# Terminal charges in a laterally non-uniform channel: a seminar

## What is claimed

A compact MOSFET model writes the drain current as $I_D=I_0(\mathbf V)+dQ_D(\mathbf V)/dt$, with $Q_D$ a function of the instantaneous terminal voltages. For a uniform channel with field-independent mobility this is a theorem, and $Q_D=\int (x/L)\,q\,dx$ is the Ward–Dutton charge. I will show that when the channel conductance depends explicitly on position the drain capacitances stay well defined at every bias, yet in general no $Q_D$ has them as its derivatives. The point was made for laterally non-uniform MOS devices by Aarts and co-workers. A gate made of two metals lets us do every step in closed form.

## Premises and conventions

Take an n-channel with the source at $x=0$ and the drain at $x=L$. $V(x,t)$ is the electron quasi-Fermi potential, with $V(0)=V_S$ and $V(L)=V_D$.

1. Gradual channel: the mobile charge per unit length, $q(x,V,V_G)<0$, follows the local $V$ and the gate voltage without delay.
2. Transport: $I=g(x,V,V_G)\,\partial V/\partial x$ with $g=\mu|q|>0$. Since $V$ is the quasi-Fermi potential, this contains drift and diffusion. The mobility does not depend on $\partial V/\partial x$.
3. No generation, recombination or gate leakage.
4. Terminal voltages change slowly compared with the relaxation time of the channel.

$I$ is counted positive towards $-x$, so continuity reads

$$\frac{\partial I}{\partial x}=\frac{\partial q}{\partial t}.\tag{1}$$

The currents entering the terminals are $I_D=I(L)$ and $I_S=-I(0)$, and (1) gives $I_D+I_S=dQ/dt$ with $Q=\int_0^L q\,dx$. Subscripts $x$ and $V$ on $g$ are partial derivatives, and a prime is the total $x$ derivative along the profile.

## Step 1: expansion in slowness

Write $V=V_0(x;\mathbf V(t))+v$, where $V_0$ is the dc profile at the instantaneous voltages, $gV_0'=I_0$ with $I_0$ independent of $x$, and $v$ is of first order in $d/dt$. The profile $V_0$ already meets the boundary values, so $v(0)=v(L)=0$. Linearising premise 2, with $g$ and $g_V$ evaluated on $V_0$,

$$I_1=g\,v'+g_VV_0'\,v.\tag{2}$$

On the right of (1) the charge carried by $v$ enters with a second time derivative and is dropped, so

$$I_1'=\sigma(x)\equiv\sum_k\frac{\partial q_0}{\partial V_k}\dot V_k,\qquad q_0(x;\mathbf V)=q\big(x,V_0(x;\mathbf V),V_G\big).\tag{3}$$

The derivative $\partial q_0/\partial V_k$ is taken at fixed $x$ and includes the change of the dc profile.

## Step 2: the weight

Equation (3) fixes $I_1$ up to a constant, and that constant is the partition between source and drain. It follows from (2), a first-order equation with two boundary conditions. With the integrating factor $E(x)=\exp\int_0^x(g_VV_0'/g)\,dx'$, (2) becomes

$$(Ev)'=h\,I_1,\qquad h(x)=\frac{1}{g}\exp\int_0^x\frac{g_VV_0'}{g}\,dx'.\tag{4}$$

Integrating from $0$ to $L$ gives $\int_0^LhI_1\,dx=0$. Insert $I_1(x)=I_1(L)-\int_x^L\sigma\,dx'$ and exchange the order of integration in the double integral:

$$I_1(L)\int_0^Lh\,dx=\int_0^L\sigma(x')\Big[\int_0^{x'}h\,dx\Big]dx'.$$

Therefore

$$I_D=I_0+\sum_kc_{Dk}\dot V_k,\qquad c_{Dk}=\int_0^Lw\,\frac{\partial q_0}{\partial V_k}dx,\qquad w(x)=\frac{\int_0^xh\,dx'}{\int_0^Lh\,dx'}.\tag{5}$$

The source has weight $1-w$. In the usual sign convention $C_{DD}=c_{DD}$ and $C_{DG}=-c_{DG}$.

Along the profile $(\ln g)'=g_x/g+g_VV_0'/g$. Substituting into (4) removes the $V$ derivative:

$$h(x)=\frac{1}{g(0)}\exp\Big(-\int_0^x\frac{g_x}{g}\,dx'\Big).\tag{6}$$

So $w=x/L$ exactly when $h$ is constant, which means $g_x=0$ along the profile.

**Question.** *A uniform channel near pinch-off has a very uneven resistance. Why is the weight still linear?*

Because a small rise $v$ also lowers $g$, which is the second term of (2). For $g(V)$ the two terms combine to $I_1=(gv)'$, so $\int I_1dx=0$ with unit weight. Only the explicit $x$ dependence survives in (6).

**Question.** *And if $g$ jumps at a point $x=a$?*

$V$, $v$ and $I$ are continuous there, so is $E$, and (4) integrates across the step unchanged. Then $h(a^+)/h(a^-)=g(a^-)/g(a^+)$, both at the common potential $V_0(a)$.

## Step 3: when is there a charge?

Suppose $I_D=I_T(\mathbf V)+dQ_D/dt$. At dc $I_T=I_0$. The rates $\dot V_k$ are arbitrary, so (5) forces $\partial Q_D/\partial V_k=c_{Dk}$. Such a $Q_D$ requires equal mixed derivatives, and on a simply connected bias region that condition is also sufficient. Differentiate (5) under the integral. The terms $w\,\partial_j\partial_kq_0$ cancel, leaving

$$\partial_jc_{Dk}-\partial_kc_{Dj}=\int_0^L\big(\partial_jw\,\partial_kq_0-\partial_kw\,\partial_jq_0\big)dx.\tag{7}$$

I call this the curl of the form $\omega_D=\sum_kc_{Dk}\,dV_k$. Three cases follow.

- $g_x=0$: $w=x/L$, the curl vanishes, and $Q_D$ is the Ward–Dutton charge.
- $g=f(x)\,G(V,V_G)$, as for a tapered width: $g_x/g=f'/f$ and $h\propto1/f$. The weight is not $x/L$, but it is independent of bias, so $Q_D=\int wq_0\,dx$ exists.
- $g$ not separable: $g_x/g$ depends on the local potential, $w$ depends on bias, and nothing makes (7) vanish.

Non-uniformity alone therefore changes the partition, and it takes a bias-dependent weight to destroy the charge. The third case is a generic statement, since an integral can vanish by cancellation, so I now evaluate (7) for a definite device.

**Question.** *Is this the familiar non-reciprocity, $C_{DG}\ne C_{GD}$?*

No. That compares two terminals at one bias and holds in a uniform device too. Equation (7) compares, for one terminal, how two of its capacitances vary with bias. The small-signal admittance $\partial I_0/\partial V_k+j\omega c_{Dk}$, at angular frequency $\omega$, is well defined throughout.

## Step 4: the dual-work-function gate

The gate has work function $\phi_1$ over $0<x<a$ and $\phi_2<\phi_1$ over the remaining length $b=L-a$, both metals at $V_G$. The thresholds differ by $\Delta=V_{T1}-V_{T2}=(\phi_1-\phi_2)/e$. For an undoped thin silicon film on a thick buried oxide in strong inversion, $q=-WCu$ with $u=V_G-V_{Ti}-V$ in segment $i$, $C$ the gate capacitance per area and $\mu$ constant. Name the overdrives: $u_S=V_G-V_{T1}-V_S$ at the source, $y$ at $a^-$, $z=y+\Delta$ at $a^+$, and $u_D=V_G-V_{T2}-V_D$ at the drain.

**The dc profile.** $I_0=-\mu WC\,uu'$ makes $u^2$ linear in $x$ in each segment, and equal currents give $b(u_S^2-y^2)=a(z^2-u_D^2)$. This quadratic in $y$ has the solution

$$D\equiv by+az=Ly+a\Delta=\sqrt{L(bu_S^2+au_D^2)-ab\Delta^2}.\tag{8}$$

Differentiating the current condition, $\partial y/\partial u_S=bu_S/D$ and $\partial y/\partial u_D=au_D/D$. The whole channel is inverted for $u_S>0$, $u_D>0$ and $bu_S^2+au_D^2>a\Delta^2$, a simply connected region.

**The weight.** Within each segment $g_x=0$, so $h$ is piecewise constant with ratio $y/z$. The weight is piecewise linear through $w(a)=\theta$:

$$\theta=\frac{a}{a+by/z}=\frac{az}{D}=\frac aL+\frac{ab\Delta}{LD},\qquad\frac{d\theta}{dy}=-\frac{ab\Delta}{D^2}.\tag{9}$$

The third form uses $y=(D-a\Delta)/L$, and the derivative uses $dD/dy=L$.

**The form.** Let $\xi$ run from 0 to 1 across a segment. Then $w=\theta\xi$ in the first and $w=\theta(1-\xi)+\xi$ in the second. In (5) $\theta$ comes out of the $x$ integral, so

$$\omega_D=dQ_2+\theta\,dQ_m,\tag{10}$$

where $Q_2=b\int\xi q_0\,d\xi$ over segment 2, and $Q_m=a\int\xi q_0\,d\xi$ over segment 1 plus $b\int(1-\xi)q_0\,d\xi$ over segment 2. For a segment with overdrive $p$ at $\xi=0$ and $r$ at $\xi=1$, $u^2=p^2-(p^2-r^2)\xi$, and changing the variable to $u$ gives

$$P(p,r)=\int_0^1\xi u\,d\xi=\frac{2}{15}\,\frac{2p^3+4p^2r+6pr^2+3r^3}{(p+r)^2},$$

$$\frac{\partial P}{\partial p}=\frac{4}{15}\,pK(p,r),\qquad K=\frac{p^2+3pr+r^2}{(p+r)^3}.$$

Hence $Q_2=-WCb\,P(z,u_D)$ and $Q_m=-WC[aP(u_S,y)+bP(u_D,z)]$. The Ward–Dutton charge of the whole channel is $Q_2+(a/L)Q_m$, so by (9) the exact form exceeds its differential by $(ab\Delta/LD)\,dQ_m$.

**The curl.** Write $\omega_D=c_s\,du_S+c_d\,du_D$ and $\Omega=\partial c_d/\partial u_S-\partial c_s/\partial u_D$. The term $dQ_2$ and the second derivatives of $Q_m$ drop out, leaving

$$\Omega=\frac{d\theta}{dy}\Big(\frac{\partial y}{\partial u_S}\frac{\partial Q_m}{\partial u_D}-\frac{\partial y}{\partial u_D}\frac{\partial Q_m}{\partial u_S}\Big).$$

The dependence of $Q_m$ through $y$ cancels in the bracket, since it adds the same product of $y$ derivatives to both terms. Only the explicit derivatives $-\tfrac{4}{15}WCb\,u_DK(u_D,z)$ and $-\tfrac{4}{15}WCa\,u_SK(u_S,y)$ remain:

$$\Omega=\frac{4}{15}\,WC\,\frac{ab\,\Delta\,u_Su_D}{D^3}\Big[b^2K(u_D,z)-a^2K(u_S,y)\Big].\tag{11}$$

With $V_S=0$, $du_S=dV_G$ and $du_D=dV_G-dV_D$, so $c_{DG}=c_s+c_d$, $c_{DD}=-c_d$, and

$$\frac{\partial c_{DD}}{\partial V_G}-\frac{\partial c_{DG}}{\partial V_D}=-\Omega.\tag{12}$$

**The proof of non-existence.** At $V_D=V_S$ we have $u_S=y$, $u_D=z$ and $K(p,p)=5/(8p)$, so $\Omega=WCab\Delta\,(b^2y-a^2z)/(6D^3)$. For $\Delta>0$ this vanishes for at most one $y$. $\Omega$ is analytic on a connected region and not identically zero, so it cannot vanish on any open set. No open set of biases in the inverted region admits a $Q_D$. For $\Delta$, $a$ or $b$ going to zero the curl vanishes, as it must.

**Question.** *What about saturation?*

It depends on where the channel pinches off first as $V_D$ rises. By (8), $y=0$ means $bu_S^2+au_D^2=a\Delta^2$. If $bu_S^2>a\Delta^2$, $y$ stays positive and the drain end pinches off first. As $u_D\to0$, (11) goes to zero, beyond that point the ideal device depends on $u_S$ alone, and a form in one variable can always be integrated. If $bu_S^2<a\Delta^2$, the channel pinches off first at the step, $y\to0$ with $u_D>0$, and (11) in general stays finite up to that edge. Beyond it segment 1 fixes the current, the excess voltage drops at the step, and segment 2 stays inverted with $z^2=u_D^2+(b/a)u_S^2$, so its charge and $c_{DD}$ still depend on $u_D$. But $y=0$ holds $\theta$ at 1, and (10) becomes $\omega_D=d(Q_2+Q_m)$. In both cases the ideal saturated device has a charge, but it is not the Ward–Dutton one.

**Question.** *I simulate this device as two transistors in series, each with proper charges. Where is the contradiction?*

There is none. $Q_m$ is the charge of the internal node, whose voltage the simulator keeps as an unknown. The current that charges the node divides between the conductances $\mu WCy/a$ towards the source and $\mu WCz/b$ towards the drain, and the drain's share is $\theta$ of (9). Charges exist as functions of terminal and internal voltages. They are lost when the internal node is eliminated, because $\theta\,dQ_m$ with variable $\theta$ is no differential.

**Question.** *Is charge conservation violated?*

No. The source form is $\omega_S=dQ-\omega_D$, and to first order the gate current is the rate of change of the gate charge, here $-Q$ plus a constant. By Stokes' theorem a closed bias cycle sends $\oint\omega_D$ into the drain and takes the same amount out of the source. The device pumps a charge per cycle that does not depend on the speed of the cycle and changes sign with its sense.

## Numerical illustration

All inputs in this list are assumed, at values typical of a long analogue fully depleted silicon-on-insulator transistor: effective work functions 4.6 eV (TiN-like metal) and 4.3 eV (TiAl-like metal), $V_{T1}=0.45$ V, $V_{T2}=0.15$ V, electrical oxide thickness 2.0 nm at relative permittivity 3.9, film thickness 7 nm at relative permittivity 11.7, $\mu=300$ cm$^2$/(V s), saturation velocity $10^7$ cm/s, $W=1000$ nm, $a=2000$ nm, $b=1000$ nm, $T=300$ K. The results are the model's.

Then $\Delta=0.3$ V, $WC=0.01727$ fF/nm and $WCL=51.8$ fF. At $V_G=0.85$ V, $V_D=0.20$ V, $V_S=0$ the end overdrives are $u_S=0.40$ V and $u_D=0.50$ V. Equation (8) gives $D=1342$ V nm, $y=0.2472$ V and $z=0.5472$ V, and $I_0=\mu WC(u_S^2-y^2)/(2a)=12.8$ μA. The function $h$ drops by the factor $y/z=0.452$ at the step, and $\theta=0.816$ against $a/L=0.667$. Four figures are kept in the table so that differences can be formed.

| coefficient | weight $w$, from (10) | weight $x/L$ | shortfall in magnitude |
|---|---|---|---|
| $c_{DG}$ (fF) | −30.15 | −26.24 | 3.91 (13 %) |
| $c_{DD}$ (fF) | 19.68 | 17.52 | 2.16 (11 %) |

For the curl, $K(u_S,y)=1.9098$ V$^{-1}$ and $K(u_D,z)=1.1932$ V$^{-1}$, so the bracket of (11) is $-6.446\times10^6$ nm$^2$/V. The factor $\tfrac4{15}ab\Delta u_Su_D/D^3$ is $1.325\times10^{-5}$ nm$^{-1}$, so $\Omega/WC=-85.4$ nm/V, and (12) equals $+1.47$ fF/V, or 1.5 fF/V at the accuracy the model supports.

At this gate voltage $bu_S^2=160$ V$^2$ nm lies below $a\Delta^2=180$ V$^2$ nm, so the device pinches off first at the step, at $u_D=0.10$ V or $V_D=0.60$ V. There (11) gives $\Omega/WC=-208$ nm/V, larger in magnitude than at the bias of the table. This is a formal limit, since the linear charge law fails as $y\to0$.

Drive $V_G=0.85\text{ V}+A\cos\omega t$ and $V_D=0.20\text{ V}+A\sin\omega t$ with $A=0.020$ V. To leading order in $A$ the charge entering the drain per cycle is $-\Omega\pi A^2=1.85\times10^{-18}$ C, so about 12 electrons pass from source to drain on top of the dc flow. At 10 MHz this is 18.5 pA, or $1.4\times10^{-6}$ of $I_0$. Rectification by the curvature of $I_0(\mathbf V)$ has the far larger scale $\mu WCA^2/L=69$ nA, but it is the same for both senses of the cycle, so reversing the phase isolates the pumped part.

**Question.** *How badly must a charge-based model miss?*

A charge model has no curl, so its departure $\delta c$ from (5) carries all of it. Around a square of side $\ell$ in the $(V_G,V_D)$ plane, $|\Omega|\ell^2\le4\ell\max|\delta c|$ to leading order in $\ell$. For $\ell=0.1$ V the unavoidable departure is at least $|\Omega|\ell/4=0.04$ fF. The $x/L$ weight misses by 3.91 fF. In this model device most of the damage comes from the wrong weight, and the non-integrable part is real but small.

## Range of validity

**Slowness.** Linearising (1) for a uniform channel at zero drain bias gives $\partial_tv=\mu u\,v''$, with slowest mode $\tau=L^2/(\pi^2\mu u)$. With the smallest overdrive $y$ this estimate is 0.12 ns, and $\omega\tau=0.008$ at 10 MHz. Equation (5) needs $\omega\tau\ll1$.

**Sharp step.** Two-dimensional fields smear the step over about the natural length $\sqrt{(\varepsilon_{Si}/\varepsilon_{ox})t_{Si}t_{ox}}=6.5$ nm, 0.6 % of $b$. Across a thin transition (6) still gives the ratio $y/z$. When $a$ or $b$ approaches this length, premise 1 fails.

**Charge law and mobility.** Equations (5) to (7) hold for any $g(x,V,V_G)$, weak inversion included, while (8) to (12) need strong inversion. With $k_BT=0.0259$ eV, $k_BT/(ey)=0.10$ sets the relative size of the corrections to the linear charge law. A mobility $\mu/(1+\kappa u)$ with an assumed $\kappa=0.5$ V$^{-1}$ multiplies the jump ratio at fixed $y$ by $(1+\kappa z)/(1+\kappa y)=1.13$. Bias-independent overlap capacitances add exact charges and no curl.

**Velocity saturation.** This breaks premise 2 and is the term to watch. For a velocity $\mu\mathcal E/[1+(\mathcal E/\mathcal E_c)^m]^{1/m}$, with $\mathcal E_c=v_{sat}/\mu=3.3\times10^{-3}$ V/nm, the field at $a^-$ is $1.0\times10^{-4}$ V/nm, only 0.03 of $\mathcal E_c$. The curl, however, feels a bias derivative. At small $V_D$ the differential conductance of segment $i$ falls by the fraction $(1+1/m)(\mathcal E_i/\mathcal E_c)^m$, with $\mathcal E_1=\theta V_D/a$ and $\mathcal E_2=(1-\theta)V_D/b$. The share $\theta$ rises by $\theta(1-\theta)$ times the difference of the two fractions. With $\partial Q_m/\partial V_G\approx-WCL/2$ this adds to (12)

$$\frac{WCL}{2}\,\theta(1-\theta)(m+1)\,\frac{V_D^{\,m-1}}{\mathcal E_c^{\,m}}\Big[\Big(\frac\theta a\Big)^m-\Big(\frac{1-\theta}{b}\Big)^m\Big].$$

Used as an estimate at our bias, it gives 0.03 fF/V for $m=2$, the exponent typical of electrons in silicon, and 0.5 fF/V for $m=1$, about a third of the step's contribution and of the same sign. At fixed $a/L$ its ratio to (12) grows as $L^{-m}$, so in much shorter devices (11) no longer gives the size of the curl, and the weight has to be derived again from the field-dependent current law.